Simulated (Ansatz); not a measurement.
## SiC: the change of energy less reference with mesh points along a

All results are calculated (Ansatz 0.2.0). One setting of a density functional single point varied, free energy counted from the run at the reference value, pressure positive in compression; periodic cell, basis, potentials, k mesh and filling as listed.

Structure of every row (space group F-43m, No. 216):
```
cell vectors (Å)
   0.0000     2.1790     2.1790
   2.1790     0.0000     2.1790
   2.1790     2.1790     0.0000
atoms (fractions of the cell vectors)
Si  0.00000  0.00000  0.00000
C   0.25000  0.25000  0.25000
```

Settings of every row: functional r2SCAN; dispersion none; potentials PAW; wave cutoff 500 eV; density cutoff 2000 eV; k shift 0x0x0; occupations fixed; smearing width 0 eV; spin none; varied setting k mesh; reference k mesh 12x12x12; meshes run 4x4x4, 6x6x6, 8x8x8, 10x10x10, 12x12x12.

```csv
row,mesh points along a,energy less reference (meV/atom)
1,4,60.42
2,6,4.88
3,8,?
4,10,0.05
5,12,0
```

Question: what energy less reference should row 3 give?

Worked fit of energy less reference. Measure energy less reference from the row with the finest mesh, 0.00 meV/atom, and take the logarithm of what remains: 4 → 4.10, 6 → 1.59, 10 → -3.00. In a crystal with a gap such sums converge about exponentially, and a straight line through these is ln|rest| = 8.747 − 1.177 × n. At n = 8 the line gives ln|rest| = -0.669, a rest of 0.51 meV/atom, and so 0.00 + 0.51 = 0.51 meV/atom.

The calculation gave 0.5 meV/atom. The fit lies 0.01 meV/atom (2 % of the value, 0.017 % of the column's range) above it, one unit of the last digit.
